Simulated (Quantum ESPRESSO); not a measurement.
# Collinear magnetic orders of MnCuAs (P4/nmm) in PBE: energies and a three-shell coupling model

We calculate the energies of several collinear arrangements of the Mn moments in tetragonal MnCuAs, with PBE and fixed atoms. Each energy is given per Mn atom relative to the parallel order, so a negative value means that the order lies below the ferromagnetic one. We ask which arrangement is lowest, and whether pair couplings to the neighbours at 3.36, 3.70 and 5.04 Å reproduce the energies. The answer matters for antiferromagnetic spintronics, where a metal without net moment is to carry and switch information: the order fixes the symmetry on which electrical switching relies, and the couplings set how well the order withstands heat.

## Set-up

One system, MnCuAs (P4/nmm), 6 atom(s) a primitive cell, from cells of the Materials Project database (relaxed there by DFT). Quantum ESPRESSO 7.5, plane waves with GBRV 1.5 PBE pseudopotentials, cutoff 544 eV, Fermi-Dirac smearing of 0.05 eV, k meshes whose coarsest spacing along a reciprocal vector is 0.21 to 0.32 1/Å over all runs (2π included). Functional: PBE, no Hubbard U; collinear spins, no spin-orbit coupling. Atoms are fixed. Each order is started from typed moments on Mn, in the primitive cell or in a cell doubled at wavevector q (fractions of the primitive reciprocal vectors), on meshes of about the same density or denser; only runs that kept their pattern of signs are listed. Runs that did not converge or carry a known fault are not listed. The same in all rows: metal or insulator in the row's run, judged by its smearing entropy or density of states at the Fermi energy (a gap under a few smearing widths counts as a metal): metal.

Notes on method and selection:

- In a Heisenberg model with E = -sum over ordered pairs of J e_i.e_j, the energy per magnetic atom is E0 less the sum over shells of J times the listed sum; further shells and changes of moment size are outside it.
- Each state is what a run reaches from typed starting moments; only a few collinear orders were started, so the lowest found need not be the ground state. Spin-orbit coupling is left out of these energies, which are free energies at the smearing width. A magnetic atom is one that was given a starting moment.
- Site moments count the spin inside each program's own atomic sphere, so they depend somewhat on its radius and leave out the spin between the spheres.
- Quantum ESPRESSO sets the radius of an element's spheres to about 0.41 of its shortest distance to a neighbour.
- The shell on the horizontal axis is the one of the three whose sum correlates best with the energies.
- Runs that did not converge, have known faults or may not be shown are not listed, and runs on Ansatz's PAW sets soft_1 and soft_2 are kept to separate tables.

Columns:

- shell at 3.36 Å: sum of e_i.e_j over the 4 Mn neighbours at 3.36 Å, mean over magnetic atoms (+1 parallel, -1 opposed).
- shell at 3.70 Å: sum of e_i.e_j over the 4 Mn neighbours at 3.70 Å, mean over magnetic atoms (+1 parallel, -1 opposed).
- shell at 5.04 Å: sum of e_i.e_j over the 4 Mn neighbours at 5.04 Å, mean over magnetic atoms (+1 parallel, -1 opposed).
- moment (μB): largest site spin moment.
- net moment (μB): size of the net spin moment per magnetic atom.
- energy (meV): energy less that of the parallel order, per magnetic atom.

Input lines of one member:

```
&SYSTEM
  ecutwfc = 40
  ecutrho = 280
  nbnd = 54
  occupations = 'smearing'
  smearing = 'fd'
  degauss = 0.00367493
  nspin = 2
  starting_magnetization(1) = 0.2333
  starting_magnetization(2) = 0
  starting_magnetization(3) = 0
/
&ELECTRONS
  conv_thr = 1.2d-08
  mixing_beta = 0.3
/
K_POINTS automatic
8 8 8 0 0 0
```

Command (options for logging and memory left out): `pw.x -in pw.in`

## Results

| member | shell at 3.36 Å | shell at 3.70 Å | shell at 5.04 Å | moment (μB) | net moment (μB) | energy (meV) |
| --- | --- | --- | --- | --- | --- | --- |
| opposed +- | −4 | 4 | −4 | 3.40 | 0.0000 | −152.6 |
| opposed q=(0,0,1/2) +-+- | −4 | 4 | 4 | 3.42 | 0.0000 | −117.6 |
| opposed q=(1/2,1/2,1/2) +-+- | 0 | −4 | 0 | 3.41 | 0.0000 | ? |
| opposed q=(0,1/2,0) +-+- | 0 | 0 | 0 | 3.40 | 0.0000 | 0.4 |
| opposed q=(0,0,1/2) +--+ | 4 | 4 | −4 | 3.44 | 0.0001 | −76.6 |
| parallel ++ | 4 | 4 | 4 | 3.44 | 3.6519 | 0.0 |

Cells marked ? are withheld until the estimate has been made.

## Interpretation

Among the five orders with a shown energy, the +- order in the primitive cell is lowest, at −152.6 meV. The next, q=(0,0,1/2) +-+-, lies −117.6 + 152.6 = 35.0 meV higher. In both, the Mn neighbours at 3.36 Å are opposed and those at 3.70 Å are parallel; the lowest order also has opposed neighbours at 5.04 Å.

Four of the orders share parallel neighbours at 3.70 Å and combine both signs of the other two shells. Averaged over these four, turning the 3.36 Å shell from parallel to opposed lowers the energy by (152.6 + 117.6 − 76.6 − 0.0) / 2 = 96.8 meV, which gives J = −96.8 / 8 = −12.1 meV. The same average for the 5.04 Å shell gives a lowering of (152.6 + 76.6 − 117.6 − 0.0) / 2 = 55.8 meV and J = −7.0 meV. Both couplings favour opposed moments. This is the sign expected when Mn d shells near half filling gain energy by hopping, directly or through As, between opposed neighbours.

The coupling at 3.70 Å rests on one row, q=(0,1/2,0), where all three sums vanish. It lies at 0.4 meV, against a mean of (−152.6 − 117.6 − 76.6 + 0.0) / 4 = −86.7 meV for the other four. The difference is 0.4 + 86.7 = 87.1 meV, so J = 87.1 / 4 = +21.8 meV, favouring parallel moments. Exchange carried by the conduction electrons is a possible cause.

The model is only approximate. Opposing the 5.04 Å shell gains 76.6 meV when the 3.36 Å neighbours are parallel, but 35.0 meV when they are opposed; additive couplings require equal gains. The least-squares fit therefore misses each of these four orders by (76.6 − 35.0) / 4 = 10.4 meV, and it passes through the fifth because nothing else fixes the 3.70 Å coupling. The site moments vary only from 3.40 to 3.44 μB, so a change in moment size is a less likely cause than couplings to further shells.

## An estimate before looking

Plain estimates from the members shown:

- opposed q=(1/2,1/2,1/2) +-+-, mean of the 5 members shown: −69.3 meV, standard deviation 62

The order q=(1/2,1/2,1/2) +-+- has all four neighbours at 3.70 Å opposed, while its sums over the other two shells vanish. No shown order has a negative sum at 3.70 Å, so the plain mean of −69.3 meV ignores the feature that sets this order apart. We use the three-shell model instead.

With E0 = 0.4 meV and four times the coupling at 3.70 Å, which is 87.1 meV, the energy is 0.4 + 87.1 = 87.5 meV. The order should thus lie above the parallel one.

As a trial, the parallel order predicted from the other rows comes out at −117.6 − 76.6 + 152.6 = −41.6 meV, against 0.0 in the table. Leaving out each of the four orders with parallel 3.70 Å neighbours in turn gives the same size of miss, 41.6 meV; the mean of the remaining rows misses them by 74 meV (root mean square).

For the error bar, four residuals of 10.4 meV with one degree of freedom give a scatter of 20.8 meV. The estimate is twice the energy of the q=(0,1/2,0) order less the mean of the other four, so its error is 20.8 × √(4 + 1/4 + 1) = 48 meV, where the last 1 stands for the new order's own scatter about the model. The main risk is the in-plane diagonal shell at 3.70 × √2 = 5.23 Å: it is opposed in the q=(0,1/2,0) order but parallel here, and each meV of its coupling would shift the result by 16 meV.

**Committed estimate, opposed q=(1/2,1/2,1/2) +-+-: energy = 88 ± 48 meV.**

## The withheld result

| member | shell at 3.36 Å | shell at 3.70 Å | shell at 5.04 Å | moment (μB) | net moment (μB) | energy (meV) |
| --- | --- | --- | --- | --- | --- | --- |
| opposed q=(1/2,1/2,1/2) +-+- | 0 | −4 | 0 | 3.41 | 0.0000 | −71.5 |

| member | estimate | energy (meV) | computed | estimate − computed | miss in error bars |
| --- | --- | --- | --- | --- | --- |
| opposed q=(1/2,1/2,1/2) +-+- | committed | 88.0 | −71.5 | +159.5 | 3.3 |
| opposed q=(1/2,1/2,1/2) +-+- | mean | −69.3 | −71.5 | +2.2 |  |

The estimate of 88 ± 48 meV failed. The computed energy is −71.5 meV, so the miss is 159.5 meV, or 3.3 error bars, and the sign relative to the parallel order was wrong too. The plain mean came within 2.2 meV, though with a standard deviation of 62 meV so close a hit says little about the mean as a method.

The failed step was to assign the whole height of the q=(0,1/2,0) order to the coupling at 3.70 Å. That gave +21.8 meV. With the new row, the orders with parallel and with fully opposed 3.70 Å neighbours can be compared directly: −71.5 + 86.7 = 15.2 meV, or 15.2 / 8 = +1.9 meV for the coupling if further shells are ignored. It still favours parallel moments, but weakly.

The risk we had named, the in-plane diagonal neighbours at 5.23 Å, has the right sign to explain the miss if their coupling favours parallel moments. Our error bar did not cover it, because it came from four orders in which those neighbours are always parallel.

## Where the trend breaks

Refitted to all six orders, the three-shell model gives couplings of about −12, +5 and −7 meV at 3.36, 3.70 and 5.04 Å. The q=(0,1/2,0) order lies farthest from it, 61 meV above the fit. It is the only order with opposed in-plane diagonal neighbours, so a coupling that favours parallel moments there would raise it alone. The q=(1/2,1/2,1/2) order lies 30 meV below the fit, largely because the line in the 3.70 Å sum is pulled up by the first outlier.

The two q=(0,0,1/2) orders lie 18 meV below the fit, while the +- and parallel orders lie 3 meV above it. The first pair has opposed moments in successive cells along the tetragonal axis and the second pair has parallel ones, so a coupling of −10.4 / 2 = −5.2 meV to the two Mn neighbours one cell away along that axis would account for the failure of additivity noted earlier.

With both extra shells included, the diagonal coupling comes to about +8 meV and the one at 3.70 Å to about +3 meV. That model has six parameters for six energies, so its exact fit is no test of it.

## What to take away

The +- order of the primitive cell is the lowest of the six collinear orders listed, 35.0 meV per Mn below the next. In it the two Mn sites that inversion exchanges carry opposite moments, the symmetry that lets a current exert a staggered torque on them. Other orders, including non-collinear ones, could lie lower.

Three shells do not account for the energies. When each order is predicted from the other five, the typical miss (root mean square) is 83 meV, against 68 meV for the mean of the others. We therefore offer no rule for a further order. Testing the model with the two extra shells would take at least one further order, preferably another with opposed in-plane diagonal neighbours.

The energies span 0.4 + 152.6 = 153.0 meV, against which the omitted effects can be weighed. A Hubbard U on Mn would usually weaken the antiferromagnetic exchange, perhaps by some tens of meV per Mn, which is comparable with the gap between the two lowest orders. Spin-orbit coupling, roughly 1 meV or less here, mainly sets the direction of the moments.

[Logs are printed without paths, hosts, clocks, repeated set-up lines and the standing remarks that a program may print on its own settings, such as how far it seeks lower states.]
